Ansatz 0.2.0, DFT with r2SCAN, PAW and plane waves: AlN (space group P6_3mc, 4-atom cell) under uniform strain, with atomic positions relaxed. Cutoff 500 eV, 12x12x6 k mesh, fixed occupations, no spin polarisation or spin–orbit coupling. The band gap may join different k points; the least direct gap is taken at a single k point.

```
volume (Å³/atom)     c/a  shortest distance (Å)  band gap (eV)  least direct gap (eV)
           8.920  1.6025                  1.792          5.789                  6.352
           9.204  1.6025                  1.811          5.773                  6.040
           9.210  1.6025                  1.812          5.772                  6.034
           9.495  1.6025                  1.831          5.737                  5.737
           9.792  1.6025                  1.850          5.443                  5.443
           9.942  1.6025                  1.859          5.299                  5.299
          10.403  1.6025                  1.888          4.880                  4.880
          10.719  1.6025                  1.907          4.610                  4.610
          11.040  1.6026                  1.926          4.347                  4.347
          11.368  1.6025                  1.946          4.092                  4.092
          11.702  1.6025                  1.965          3.845                  3.845
          11.858  1.6025                  1.974          3.733                  3.733
```

**Q:** The volume column gives the space per atom, so reading upward means squeezing the crystal. What does squeezing do to the band gap?

**A:** It widens the gap, but not evenly. Near the unstressed crystal, at 10.403 Å³/atom, taking away one per cent of the volume adds about 0.09 eV. In the densest rows the rise almost stops: between 9.210 and 8.920 Å³/atom the band gap gains only 0.017 eV, although the volume shrinks by another three per cent.

**Q:** So AlN is close to some largest possible gap?

**A:** The band gap still creeps up in the densest row, so the table shows no maximum. Nor do both gaps flatten, as the last column shows. The least direct gap joins a filled and an empty state whose waves change phase in the same way from cell to cell, and it gains 0.318 eV over those same three per cent. The band gap may join states that differ in this respect, and it takes whichever empty state is lowest. At 9.495 Å³/atom and all larger volumes the two columns agree, and in the three densest rows they part.

The band levels from the same calculations show what has happened. The highest filled state stays at the point called Γ, where the wave repeats identically from cell to cell. The lowest empty state is also at Γ in the larger cells, but in the three densest it is at K, where the phase of the wave turns from one cell to the next. At 8.920 Å³/atom the empty level at Γ lies 0.563 eV above the one at K. The flattening is a change of leader, while the Γ level climbs on as before.

**Q:** Why does one empty level climb so fast and the other hardly at all?

**A:** Both climbs are measured from the highest filled state, which itself moves when the crystal is squeezed. Since it is the same state for both gaps, it can't cause the difference. The cause must lie in the two empty states.

Standard bonding theory gives the reason for Γ. The lowest empty state there is built mainly from s orbitals on aluminium and nitrogen, combined with opposite signs, so the wave changes sign within each bond. If the bond is shortened, the wave has to make the same change of sign over a shorter distance. It becomes more sharply curved, and curvature of a wave is kinetic energy. Such an antibonding state therefore rises steeply under compression.

At K the turning phase prevents the s orbitals from combining in this simple way, and orbitals of other shapes mix in. In the three densest rows the resulting level keeps nearly the same distance from the filled state. For the larger cells the table doesn't give that distance. That the orbital mixture is the cause is an argument from theory, because the calculations give no orbital weights to test it.

**Q:** Can that picture be turned into a formula for the direct gap?

**A:** Kinetic energy goes roughly as $1/d^2$, where $d$ is the bond length. All cell edges are scaled nearly alike, so $d$ follows $V^{1/3}$, with $V$ the volume per atom. Another part of the gap comes from the different level energies of the two kinds of atom, and to a first approximation this part doesn't scale. That suggests

$$E_\mathrm{direct} = C + A\left(\frac{V_0}{V}\right)^{2/3},\qquad V_0 = 10.403\ \text{Å}^3 .$$

With $C$ and $A$ fitted to all twelve rows, the formula follows the direct gap to within a few thousandths of an eV. A straight line in $\ln V$, the usual constant "deformation potential", misses the densest row by 0.03 eV because the true curve bends. The output printed below gives both fits.

The constant matters. If the whole gap simply grew as $1/d^2$ from its unstressed value, it would reach only 5.41 eV at 8.920 Å³/atom, where the table has 6.352 eV. The computed gap thus grows by a larger fraction than $1/d^2$ does, and the formula can follow it only with a negative $C$. A difference between the level energies of the two kinds of atom should by itself make $C$ positive, so the good fit doesn't confirm the argument that led to the formula. The argument also leaves something out. The filled state is expected to consist mainly of p orbitals, and an atom's valence s level lies below its p level, which should lower $C$. The formula is a good description of this range of volumes, and its constants shouldn't be read as properties of the atoms.

**Q:** Where exactly do the two empty levels change places?

**A:** The table puts the crossing between 9.210 and 9.495 Å³/atom, and a short estimate narrows it down. At 9.210 the Γ level is above the K level by

$$6.034 - 5.772 = 0.262\ \text{eV}.$$

As the crystal expands from there, the direct gap falls by about 9.7 eV per unit of $\ln V$, and the gap to K falls by about 0.5. The levels thus approach each other at 9.2 eV per unit of $\ln V$, and they meet after

$$\Delta \ln V = \frac{0.262}{9.2} \approx 0.028,$$

which means at about 9.48 Å³/atom. The slope of the K level comes from the dense rows and is extended a little beyond them.

**Q:** Would another density functional move that point?

**A:** Probably, because functionals needn't place the two empty levels at the same relative height. The same division tells how sensitive the result is: an error of 0.1 eV between the levels shifts the crossing volume by about one per cent. If the Γ level really lay lower relative to K, more compression would be needed before K took over. The table has only one functional, so the size of this error is unknown here.

**Q:** In an experiment I can set a pressure, not a volume. May I use one number in eV per gigapascal?

**A:** Only over a narrow range. The pressures computed in the same runs give about 42 meV/GPa for the direct gap between 9.942 and 10.719 Å³/atom, the rows on either side of the unstressed crystal. In the densest rows it is only 29, and in the most stretched ones, which are under tension, it is 63. The response to pressure is a quotient:

$$\frac{dE}{dP} = \frac{-\,dE/d\ln V}{B},\qquad B = -\frac{dP}{d\ln V}.$$

The numerator describes the electrons, and it is only about 17 % larger at the dense end than at the stretched end. The denominator $B$ is the stiffness of the crystal, and it grows by a factor of 2.6. So a gigapascal moves the direct gap less in a dense crystal because it moves the atoms less; the electronic factor alone would push slightly the other way.

The level crossing corresponds to roughly 24 GPa. Beyond it these numbers hold for the direct gap only, because the band gap then hardly responds to pressure. A real sample may also behave differently there. AlN changes to the rocksalt structure at very roughly 20 GPa, so the densest rows describe a structure held beyond its normal range. The cells were also shrunk with a fixed ratio of height to width. As a result, every compressed cell is pressed about a tenth harder sideways than along its axis, and the stretched cells are likewise pulled harder sideways. A fluid would press equally in all directions and let the shape change, so all the pressures here, including the 24 GPa, are mean stresses at fixed shape.

**Q:** The gaps are printed to a thousandth of an eV. Which of those digits may I believe?

**A:** That depends on the question. As a prediction of the measured gap, even the first digit of 4.880 eV is wrong, since experiment gives roughly 6 eV. The calculation leaves out the vibrations of the atoms, but including them would lower the computed gap further. Spin–orbit coupling is also absent, and it is weak in such light atoms. Most of the shortfall therefore belongs to the functional, which is known to make gaps too small.

Differences between rows are a better use of the digits, because much of that error is expected to be common to all volumes, although the table can't show how much. No run varies the cutoff or the k mesh, so the convergence of the last digits isn't tested either. Read from the printed table, differences also need a sufficient distance between the rows. Take 9.204 and 9.210 Å³/atom: rounding alone allows a slope of the direct gap anywhere between −6.6 and −12.9 eV per unit of $\ln V$. That limit comes from the printing: the unrounded gaps of these two runs differ by 0.006135 eV, which over their small difference in strain gives a slope in line with the neighbouring rows. With printed values, two rows a few per cent apart in volume fix it far better.

For a similar semiconductor, then, first find which empty state is lowest at each volume, and follow each state separately. Take the slope against volume from well-spaced rows on one side of any crossing, and convert it to pressure with the stiffness at that same volume.

Output of the analysis:

```
fit of least_direct_gap on 12 rows: constant 26.41 +/- 0.15, coefficient of lnv -9.183 +/- 0.066; rms 0.02, worst 8.92 -0.0344, leave-one-out rms 0.025
fit of least_direct_gap on 12 rows: constant -8.797 +/- 0.0079, coefficient of inv2 13.67 +/- 0.0078; rms 0.00157, worst 8.92 0.00246, leave-one-out rms 0.00194
Empty level at Gamma above that at K in row 8.920 (eV): 0.563
Rise of band gap from 9.210 to 8.920 (eV): 0.017
Rise of direct gap from 9.210 to 8.920 (eV): 0.318
Slope of Gamma-K gap per unit ln V, 8.920 to 9.210 (eV): -0.5314
Slope of direct gap per unit ln V, 8.920 to 9.210 (eV): -9.939
Slope of direct gap per unit ln V, 9.942 to 10.719 (eV): -9.156
Slope of direct gap per unit ln V, 11.368 to 11.858 (eV): -8.507
Stiffness -dP/dlnV, 8.920 to 9.210 (GPa): 345.6
Stiffness -dP/dlnV, 9.942 to 10.719 (GPa): 217.6
Stiffness -dP/dlnV, 11.368 to 11.858 (GPa): 134.1
Direct gap per pressure, 8.920 to 9.210 (meV/GPa): 28.76
Direct gap per pressure, 9.942 to 10.719 (meV/GPa): 42.08
Direct gap per pressure, 11.368 to 11.858 (meV/GPa): 63.44
Ratio of ln V slopes, densest to widest pair: 1.168
Ratio of stiffness, densest to widest pair: 2.577
Ratio of gap per pressure, widest to densest pair: 2.206
Estimated volume where the Gamma and K levels cross (A^3/atom): 9.476
Estimated pressure at the crossing (GPa): 23.58
Extrapolated Gamma-K gap less direct gap in row 9.495 (eV): 0.01881
Shift of crossing volume for 0.1 eV error between the two levels (%): 1.085
Direct gap at 8.920 if the whole gap went as 1/d^2 (eV): 5.407
Direct gap at 11.858 if the whole gap went as 1/d^2 (eV): 4.472
Weakest slope that rounding allows for the pair 9.204 and 9.210 (eV): -6.574
Steepest slope that rounding allows for the pair 9.204 and 9.210 (eV): -12.89
Pressure from energies less mean stress pressure, 9.204 to 9.495 (%): -0.5265
```
